# Coulomb momentum shift and the attoclock offset angle

## Statement

Atomic units are used ($\hbar=m_e=e=4\pi\varepsilon_0=1$, electron charge $-1$). A system with ionisation energy $I_p=\kappa^2/2$ leaves an ion of charge $Z$. The field of a long pulse is

$$\mathbf F(t)=F_0(\cos\omega t,\ \epsilon\sin\omega t),\qquad \mathbf A(t)=\frac{F_0}{\omega}(-\sin\omega t,\ \epsilon\cos\omega t),\qquad \mathbf F=-\dot{\mathbf A},$$

with $0<\epsilon\le1$, major axis $x$ and counter-clockwise rotation. The Keldysh parameter is $\gamma=\omega\kappa/F_0$. The offset angle $\theta$ is counted from the minor axis, positive in the sense of rotation.

**(A) Momentum shift.** To first order in $Z$ and for $\gamma\to0$, an electron released at time $t_0$ at the tunnel exit $I_p/|\mathbf F(t_0)|$ receives from the ion

$$\Delta\mathbf p=\tau_C\,\mathbf F(t_0),\qquad \tau_C=\frac{\pi Z}{(2I_p)^{3/2}} .$$

The shift points from the exit towards the ion, which is the direction of the field.

**(B) Offset.** The electron released at the field maximum, with no delay, is detected at

$$\theta\simeq\theta_0=\frac{\pi Z\omega}{\epsilon\,(2I_p)^{3/2}} .$$

The angle is positive and independent of intensity, and becomes $\pi Z\omega/(2I_p)^{3/2}$ for circular light. To first order the shift cannot be told from an emission delay $\tau_C$.

**(C) Short range.** Without a long-range force the momentum distribution is mirror symmetric about the minor axis and $\theta=0$. A potential $-Z e^{-r/a}/r$ reduces (A) by the factor $\Gamma(\tfrac32,\lambda)/\Gamma(\tfrac32)$, $\lambda=I_p/(F_0a)$, which is exponentially small for $\lambda\gg1$.

**(D) Leading corrections.** Finite $\gamma$ multiplies $\theta_0$ by $1+\gamma^2(1-\epsilon^2)/3$. The barrier shape and the slowing of the electron multiply it by $1+(6\beta+\tfrac32Z)F_0/\kappa^4$, with $\beta=Z-\kappa/2$ or $Z$ depending on the exit model.

The form of (A) goes back to the work of Goreslavski, Paulus, Popruzhenko and Shvetsov-Shilovski (2004) on Coulomb asymmetry in elliptical light.

## Premises

1. One active electron, dipole approximation, ion at rest at the origin.
2. Outside the barrier the electron follows a classical trajectory in the field and in $V(r)=-Z/r$.
3. $V$ is a perturbation on that trajectory, and the barrier is the triangular one of the field alone.
4. The field is static during tunnelling and while the ion acts ($\gamma\ll1$).
5. The release rate $W$ is a function of the instantaneous $|\mathbf F(t_0)|$, so that release peaks at the field maximum. This is the premise of no tunnelling delay.
6. No return to the ion, no depletion, and an envelope constant over a cycle.

Sections 6 to 8 give the size of what premises 3, 4 and 6 omit.

## 1. The clock

Without the ion, $\dot{\mathbf v}=-\mathbf F=\dot{\mathbf A}$, so $\mathbf v(t)=\mathbf v(t_0)+\mathbf A(t)-\mathbf A(t_0)$. After the pulse $\mathbf A=0$, and an electron released at rest has

$$\mathbf p_0(t_0)=-\mathbf A(t_0)=\frac{F_0}{\omega}(\sin\omega t_0,\ -\epsilon\cos\omega t_0).$$

At the field maximum $t_0=0$ this lies along $-y$ with magnitude $\epsilon F_0/\omega$. Its angle from $-y$ obeys $\tan\theta=p_x/|p_y|=\tan(\omega t_0)/\epsilon$, so later release gives positive $p_x$ and positive $\theta$. The maximum half a cycle later gives the inverted lobe with the same $\theta$.

## 2. Tunnel exit

Take a static field $F$ along $+x$. The electron has potential energy $+Fx$ and escapes towards $-x$. With $V$ dropped, the energy $-I_p$ gives $v^2/2=-I_p-Fx$, which is negative for $-I_p/F<x<0$. The exit lies at the distance

$$x_0=\frac{I_p}{F}=\frac{\kappa^2}{2F}$$

on the side opposite to the field, and the longitudinal velocity vanishes there. The barrier integral is $\int_0^{x_0}\sqrt{\kappa^2-2Fr}\,dr=\kappa^3/3F$, so $W\propto e^{-2\kappa^3/3F}$. A transverse velocity $v_\perp$ replaces $\kappa^2$ by $\kappa^2+v_\perp^2$ and multiplies $W$ by $e^{-\kappa v_\perp^2/F}$, so the most probable $v_\perp$ is zero.

## 3. Proof of (A)

With the ion, $\dot{\mathbf v}=\dot{\mathbf A}-\nabla V$, and exactly

$$\mathbf p=\mathbf v(t_0)-\mathbf A(t_0)+\Delta\mathbf p,\qquad \Delta\mathbf p=-Z\int_{t_0}^\infty\frac{\mathbf r(t)}{r^3(t)}\,dt .$$

By premise 3 the integral is taken along the unperturbed path. By premise 4 that path is a straight line away from the ion, $r(t)=x_0+Ft^2/2$ with $t$ counted from release. Put $t=\tau_Ku$ with $\tau_K=\sqrt{2x_0/F}=\kappa/F$, so that $r=x_0(1+u^2)$:

$$\Delta p=Z\int_0^\infty\frac{dt}{(x_0+Ft^2/2)^2}=\frac{Z\tau_K}{x_0^2}\int_0^\infty\frac{du}{(1+u^2)^2}.$$

With $u=\tan\alpha$ the integral is $\int_0^{\pi/2}\cos^2\alpha\,d\alpha=\pi/4$. The prefactor is $Z(\kappa/F)(4F^2/\kappa^4)=4ZF/\kappa^3$. Hence

$$\Delta p=\frac{\pi ZF}{\kappa^3}=\frac{\pi ZF}{(2I_p)^{3/2}} .$$

The electron is at $-r\,\hat{\mathbf F}$, the force is along $+\hat{\mathbf F}$, and $\Delta\mathbf p=\tau_C\mathbf F(t_0)$. The integral is collected at $u\lesssim1$, during which the field phase advances by $\omega\tau_K=\gamma$. This is why premise 4 reads $\gamma\ll1$.

## 4. Proof of (B)

At $t_0=0$ the final momentum is $\mathbf p=(\tau_CF_0,\ -\epsilon F_0/\omega)$. Then $\tan\theta=\omega\tau_C/\epsilon$, the amplitude $F_0$ cancels, and to first order in $Z$ $\theta=\theta_0$. The factor $1/\epsilon$ appears because the shift follows the major-axis field while the drift follows the minor-axis vector potential.

For any release time, $\mathbf F=-\dot{\mathbf A}$ gives

$$\mathbf p(t_0)=-\mathbf A(t_0)-\tau_C\dot{\mathbf A}(t_0)=-\mathbf A(t_0+\tau_C)+O(\tau_C^2).$$

The Coulomb shift thus maps every release time to the momentum that a free electron released at $t_0+\tau_C$ would have, for any $\epsilon$. A true delay $\tau_d$ would enter only through $\tau_C+\tau_d$. The derivation shows that an offset exists with $\tau_d=0$. It does not prove $\tau_d=0$, and an angle bounds $\tau_d$ only as well as the Coulomb part is known.

## 5. Proof of (C)

**Mirror symmetry.** In the strong-field approximation, which drops $V$ after release, the amplitude is

$$M(\mathbf p)=-i\int dt\ \tilde V\big(\mathbf p+\mathbf A(t)\big)\,e^{iS(\mathbf p,t)},\qquad S=\int_0^t\Big[\tfrac12(\mathbf p+\mathbf A)^2+I_p\Big]dt',$$

up to a phase, with $\tilde V(\mathbf k)=\langle\mathbf k|V|0\rangle$. For an s state in a central potential $\tilde V$ is real and depends on $|\mathbf k|$ only. With an envelope even in $t$, $A_x$ is odd and $A_y$ is even. For $\mathbf p'=(-p_x,p_y)$,

$$(\mathbf p'+\mathbf A(-t))^2=(-p_x-A_x(t))^2+(p_y+A_y(t))^2=(\mathbf p+\mathbf A(t))^2,$$

so $S(\mathbf p',-t)=-S(\mathbf p,t)$. Substituting $t\to-t$ turns the time integral for $\mathbf p'$ into the complex conjugate of that for $\mathbf p$, and $|M(\mathbf p')|=|M(\mathbf p)|$. A single lobe is therefore centred on the minor axis at any $\gamma$. For a $\sigma_g$ orbital $\tilde V$ is real and even but depends on the molecular axis. The mirror image then belongs to the mirrored molecule, and the symmetry holds for an isotropic ensemble.

**Screened potential.** For $V=-Ze^{-r/a}/r$ the attractive force is $Ze^{-r/a}(r^{-2}+r^{-1}a^{-1})$. On the path of section 3, with $\lambda=x_0/a$,

$$\frac{\Delta p_a}{\Delta p}=\frac4\pi\,(J_2+\lambda J_1),\qquad J_n(\lambda)=\int_0^\infty\frac{e^{-\lambda(1+u^2)}}{(1+u^2)^n}\,du .$$

Here $J_0=\tfrac12\sqrt{\pi/\lambda}\,e^{-\lambda}$ and $dJ_n/d\lambda=-J_{n-1}$ with $J_n(\infty)=0$. Integrating twice gives $J_1=\tfrac\pi2\,\mathrm{erfc}\sqrt\lambda$ and $J_2=\tfrac\pi2\big[(\tfrac12-\lambda)\,\mathrm{erfc}\sqrt\lambda+\sqrt{\lambda/\pi}\,e^{-\lambda}\big]$. Therefore

$$\frac{\Delta p_a}{\Delta p}=\mathrm{erfc}\sqrt\lambda+2\sqrt{\lambda/\pi}\,e^{-\lambda}=\frac{\Gamma(\tfrac32,\lambda)}{\Gamma(\tfrac32)},$$

at equal $I_p$ and equal strength $Z$. The shift vanishes strictly only for a potential that ends inside the exit.

## 6. Finite Keldysh parameter

**Launch conditions.** The saddle point of $M$ obeys $(\mathbf p+\mathbf A(t_s))^2+\kappa^2=0$. On the symmetry line $\mathbf p=(0,-p)$ it is purely imaginary, $\omega t_s=is$, so the real part of the release time coincides with the field maximum. The most probable $p$ makes $\mathrm{Im}\,S$ stationary. Since $\partial_tS=0$ at the saddle, this requires $\int_0^{t_s}(-p+A_y)\,dt=0$, or

$$p=q\,\frac{\epsilon F_0}{\omega},\quad q=\frac{\sinh s}{s},\qquad \sinh^2s-\epsilon^2(\cosh s-q)^2=\gamma^2,$$

where the last relation is the saddle condition. The trajectory $\mathbf r(t)=\int_{t_s}^t(\mathbf p+\mathbf A)\,dt'$ is real on the real time axis. With $L=F_0/\omega^2$ and $\varphi=\omega t$,

$$x=-L(\cosh s-\cos\varphi),\qquad y=-\epsilon L(q\varphi-\sin\varphi).$$

**The real-time integral is the whole first-order shift.** Add the Coulomb phase, $M\to M\exp[-i\int_{t_s}^\infty V(\mathbf r(t))\,dt]$, and split the contour at $\mathrm{Re}\,t_s$. On the real leg $\mathrm{Im}\,\mathbf r$ is constant and equals $-\partial_{\mathbf p}\mathrm{Im}\,S$, which is small near the peak. Then $\mathrm{Im}\int V\,dt\simeq\mathrm{Im}\,\mathbf r\cdot\int\nabla V\,dt=\Delta\mathbf p\cdot\partial_{\mathbf p}\mathrm{Im}\,S$, and $|M|\propto\exp[-\mathrm{Im}\,S(\mathbf p-\Delta\mathbf p)]$. On the leg under the barrier the mirror operation sends $t\to-t^*$ and $r^2\to(r^2)^*$, so its imaginary part is even in $p_x$ and cannot move the peak sideways at first order in $Z$. Prefactors are treated in section 8.

**The integral.** With $X=\cosh s-\cos\varphi$ and $Y=\epsilon(q\varphi-\sin\varphi)$, $\Delta p_x=(Z/\omega L^2)\int X(X^2+Y^2)^{-3/2}d\varphi$. Dividing by $p$ and by $\theta_0$,

$$\frac{\theta}{\theta_0}=\frac{\gamma^3}{\pi q}\int_0^\infty\frac{X\,d\varphi}{(X^2+Y^2)^{3/2}} .$$

**Expansion.** The saddle condition reads $s^2+s^4(\tfrac13-\tfrac{\epsilon^2}9)+\dots=\gamma^2$. Hence $q=1+\gamma^2/6$ and $\cosh s-1=\tfrac{\gamma^2}2(1-\delta)$ with $\delta=\gamma^2(9-4\epsilon^2)/36$. With $\varphi=\gamma u$ and $L=2x_0/\gamma^2$,

$$\frac{|x|}{x_0}=1+u^2-\delta-\frac{\gamma^2u^4}{12},\qquad \frac{|y|}{x_0}=\frac{\epsilon\gamma}{3}\,u(1+u^2).$$

Using $|x|/r^3\simeq|x|^{-2}-\tfrac32y^2|x|^{-4}$, the integrand of section 3 gains

$$\frac{2\delta}{(1+u^2)^3}+\frac{\gamma^2u^4}{6(1+u^2)^3}-\frac{\epsilon^2\gamma^2u^2}{6(1+u^2)^2}.$$

The integrals of $(1+u^2)^{-3}$, $u^4(1+u^2)^{-3}$ and $u^2(1+u^2)^{-2}$ are $3\pi/16$, $3\pi/16$ and $\pi/4$. Relative to $\pi/4$ the three terms give $\tfrac32\delta+\tfrac18\gamma^2-\tfrac16\epsilon^2\gamma^2=\gamma^2(\tfrac12-\tfrac13\epsilon^2)$. Dividing by $q$ removes $\gamma^2/6$:

$$\theta=\theta_0\Big[1+\tfrac13(1-\epsilon^2)\gamma^2+O(\gamma^3)\Big].$$

The remainder comes from $u\sim1/\gamma$, where the expansion of the path fails and the integrand is already small. The closer exit, the larger drift and the bending of the path cancel at order $\gamma^2$ in circular light, so (B) remains usable up to $\gamma\sim1$ when $\epsilon$ is near one.

The bent path also gives $\Delta p_y=(Z\tau_K/x_0^2)(\epsilon\gamma/3)\int_0^\infty u(1+u^2)^{-2}du=(2\epsilon\gamma/3\pi)\,\Delta p$, opposite to the drift. It raises $\theta$ by the fraction $(2\epsilon\gamma/3\pi)\theta_0$, which is of second order in $Z$.

## 7. Beyond the triangular barrier

**Slowing by the ion.** In a static field the radial motion from rest at an exit $x_e$ is exactly integrable. Energy conservation gives $v^2=2(r-x_e)(F-Z/rx_e)$. With $r=x_e(1+u^2)$, $u=\tan\alpha$ and $b=Z/Fx_e^2$,

$$\Delta p=Z\int_{x_e}^\infty\frac{dr}{r^2v}=Z\sqrt{\frac{2}{Fx_e^3}}\int_0^{\pi/2}\frac{\cos^2\alpha\,d\alpha}{\sqrt{1-b\cos^2\alpha}}=Z\sqrt{\frac{2}{Fx_e^3}}\ \frac{K(b)-E(b)}{b},$$

with complete elliptic integrals of parameter $b$. The ratio to (A) is

$$G=\Big(\frac{x_0}{x_e}\Big)^{3/2}\frac{4[K(b)-E(b)]}{\pi b},\qquad \frac{4(K-E)}{\pi b}=1+\frac{3b}{8}+\dots$$

At $x_e\approx x_0$, $3b/8=3ZF/2\kappa^4$.

**Exit position.** Two models are in use. Along the field direction, $-I_p=-Z/r-Fr$ gives $x_e=\big(I_p+\sqrt{I_p^2-4ZF}\big)/2F$, real below $F_{BS}=I_p^2/4Z$. In parabolic coordinates $\xi=r+x$, $\eta=r-x$, the Hamiltonian $-\tfrac12\nabla^2-Z/r+Fx$ separates for zero angular momentum about the field into

$$\chi_{1,2}''+\Big[-\frac{\kappa^2}4+\frac{\beta_{1,2}}{\zeta}+\frac1{4\zeta^2}\mp\frac{F\zeta}4\Big]\chi_{1,2}=0,\qquad \beta_1+\beta_2=Z,$$

with $\zeta=\xi$ and the upper sign for $\chi_1$, $\zeta=\eta$ and the lower sign for $\chi_2$. The $\xi$ motion is confined, and $\chi_1=\sqrt\xi\,e^{-\kappa\xi/2}$ solves its equation at $F=0$ with $\beta_1=\kappa/2$. The exit is the outer zero $\eta_e$ of the second bracket with $\beta\equiv\beta_2=Z-\kappa/2$, and $x_e=\eta_e/2$ on the axis. This model accounts for the transverse zero-point energy, which the first ignores. To first order both give $x_e=x_0(1-4\beta F/\kappa^4)$, with $\beta=Z$ for the field-direction model. Then $(x_0/x_e)^{3/2}=1+6\beta F/\kappa^4$ and $G=1+(6\beta+\tfrac32Z)F/\kappa^4$, as in (D). These terms make the offset rise with intensity.

**Multipoles of the ion.** A force falling as $r^{-n}$ carries the weight $\int(1+u^2)^{-n}du$, which is $3\pi/16$ for $n=3$ and $5\pi/32$ for $n=4$. The dipole $\alpha_IF$ induced in the ion repels the electron with force $2\alpha_IF/r^3$, a relative change $-3\alpha_IF/2Zx_0$. Two protons a distance $R$ apart, at angle $\chi$ to the field, add $-R^2P_2(\cos\chi)/2r^3$ to $V$, a relative change $15R^2P_2/16Zx_0^2$. The elongated cloud of the remaining electron reduces this. The Stark shift raises $I_p$ by $(\alpha_N-\alpha_I)F^2/2$, less than $\alpha_NF^2/2$, where $\alpha_N$ is the polarisability of the neutral.

## 8. From the central trajectory to the angular maximum

The angle $\theta_0$ belongs to the electron released at the field maximum. The maximum of the angular distribution differs from it, because the map from time to angle is not uniform. Take the static weak-field rate $W\propto F^{1-2\nu}e^{-2\kappa^3/3F}$ with $\nu=Z/\kappa$, and define

$$\Lambda=\frac{d\ln W}{d\ln F}\Big|_{F_0}=\frac{2\kappa^3}{3F_0}-(2\nu-1).$$

Since $|\mathbf F|=F_0\sqrt{1-(1-\epsilon^2)\sin^2\omega t_0}$, $\ln W=\text{const}-\tfrac12\Lambda(1-\epsilon^2)(\omega t_0)^2$, a Gaussian of phase width $\sigma=[\Lambda(1-\epsilon^2)]^{-1/2}$. By section 4, $\tan\theta=\tan\varphi/\epsilon$ with $\varphi=\omega(t_0+\tau_C)$, and

$$\frac{d\varphi}{d\theta}=\frac{\epsilon^2\cos^2\varphi+\sin^2\varphi}{\epsilon},\qquad \ln\frac{d\varphi}{d\theta}=\text{const}+\frac{1-\epsilon^2}{\epsilon^2}\varphi^2 .$$

With the spread in $v_\perp$, which is nearly radial, left out, the yield per angle is $\propto W\,d\varphi/d\theta$. Its maximum obeys $-\Lambda(\varphi-\omega\tau_C)+2\varphi/\epsilon^2=0$, so

$$\theta_{\max}=\theta_0\,\frac{\Lambda}{\Lambda-2/\epsilon^2}.$$

The factor tends to one only for $F_0/\kappa^3\to0$. It multiplies any offset and creates none, so (C) stands.

Two effects move the release maximum itself. A term $c_1\omega t_0$ in the logarithm of the release probability shifts the phase by $c_1\sigma^2$ and the angle by $c_1\sigma^2/\epsilon$. Depletion, a factor $e^{-\int W dt}$, has $c_1=-W(F_0)/\omega$. For a molecule fixed in the polarisation plane at angle $\chi$ to the major axis, let the rate carry a factor $\exp[g\cos^2(\chi-\phi_F)]$, where the field direction is $\phi_F\simeq\epsilon\omega t_0$. Then $c_1=g\epsilon\sin2\chi$, and the angle moves by $g\sigma^2\sin2\chi$, which cancels in an isotropic ensemble.

## 9. Range of validity

- $F_0/F_{BS}=16ZF_0/\kappa^4\ll1$. This controls the exit, the slowing and the use of a tunnelling picture, and it is usually the tightest condition.
- $(1-\epsilon^2)\gamma^2/3\ll1$ and $\gamma\lesssim1$. The launch conditions of section 6 hold to exponential accuracy, which needs $\Lambda\gg1$.
- $\theta_0\ll1$, that is $\epsilon\gg\omega\tau_C$. Towards linear polarisation the electron returns to the ion and the single pass of section 3 fails.
- $\Lambda\gg2/\epsilon^2$ if $\theta_0$ is to be read as the angular maximum.
- A pulse long enough that the ellipse fixes the maximum of $|\mathbf F|$. As $\epsilon\to1$, $\sigma$ grows and the envelope takes over. Results (A) and (B) survive, while the factor of section 8 must be recomputed.
- An exit far outside the ion, $x_0\gg R$, no resonant excitation, weak depletion, and for molecules an isotropic or mirror-symmetric orientation.

## 10. H$_2$ at 800 nm, $\epsilon=0.85$

The inputs are $Z=1$, $\omega=0.05695$, an approximate adiabatic $I_p=0.567$ (15.4 eV), and a chosen $F_0=0.06$. The cycle-averaged intensity $\tfrac12c\varepsilon_0F_0^2(1+\epsilon^2)$ in SI form is $2.2\times10^{14}$ W/cm$^2$. Then $\kappa=1.0649$, $\kappa^3=1.2076$, $x_0=9.45$, $\tau_K=17.7$ and $\gamma=1.01$.

The leading result is $\tau_C=2.60$ a.u. (63 as), $\Delta p=0.156$, drift $\epsilon F_0/\omega=0.896$, and

$$\theta_0=0.174\ \text{rad}=10.0^\circ .$$

The arctangent gives $9.9^\circ$, and the circular formula without $1/\epsilon$ would give $8.5^\circ$. A screened potential with $a=1$ and the same $I_p$ has $\lambda=9.45$ and retains $2.9\times10^{-4}$ of the shift per unit strength.

The conditions are poorly met. $F_{BS}=0.080$ and $F_0/F_{BS}=0.75$, so at this wavelength $\gamma\ll1$ cannot be reached below the barrier. For the corrections take as approximate inputs $R=1.4$, a vertical ionisation energy $0.604$ (16.4 eV) at that distance, $\alpha_N=5.4$ and $\alpha_I=3$. The saddle condition gives $s=0.911$, $q=1.14$ and an exit $L(\cosh s-1)=8.2$. The parabolic model has $\beta=0.468$, $\eta_e=17.0$, $x_e=8.5$, $b=0.23$, and the field-direction model has $x_e=7.1$, $b=0.33$. With $F_0/\kappa^4=0.047$ the first-order terms of (D) are $0.20$ and $0.35$, well short of the full $G-1$. The rate has $\nu=0.939$, $\Lambda=12.5$ and $\sigma=0.54$ rad.

| Effect, taken alone | Factor on $\theta_0$ |
|---|---|
| Finite $\gamma$, series | 1.09 |
| Finite $\gamma$, full integral | 1.07 |
| $\Delta p_y$ against the drift | 1.03 |
| $G$, parabolic exit | 1.29 |
| $G$, field-direction exit | 1.78 |
| Vertical in place of adiabatic $I_p$ | 0.91 |
| Stark shift, extreme case | 0.97 |
| Induced dipole of the ion | 0.97 |
| Quadrupole, extreme cases $\chi=90^\circ$ and $0$ | 0.99, 1.02 |
| Angular maximum, adiabatic $\Lambda$ | 1.28 |

The factors are separate estimates and do not simply multiply, since several of them act through the same exit position. For depletion take $W=C^2I_p(2\kappa^3/F_0)^{2\nu-1}e^{-2\kappa^3/3F_0}$ with the hydrogenic $C^2=4$ as an approximate value. This gives $W=8.7\times10^{-5}$ and a shift of $-0.03^\circ$, which is negligible. For a fixed molecule an assumed anisotropy $g=0.25$ moves the angle by up to $\pm4.1^\circ$.

The first-order formula thus fixes the sign and scale of the offset, about $10^\circ$ forward with no tunnelling delay. The barrier terms alone move the central trajectory to $13^\circ$ or $18^\circ$, equivalent to an extra 18 or 49 as on top of $\tau_C$. A delay of that size cannot be confirmed or excluded for H$_2$ at 800 nm by the formula alone. That requires full trajectories or the time-dependent Schrödinger equation, with the angle extracted by the same rule as in the data.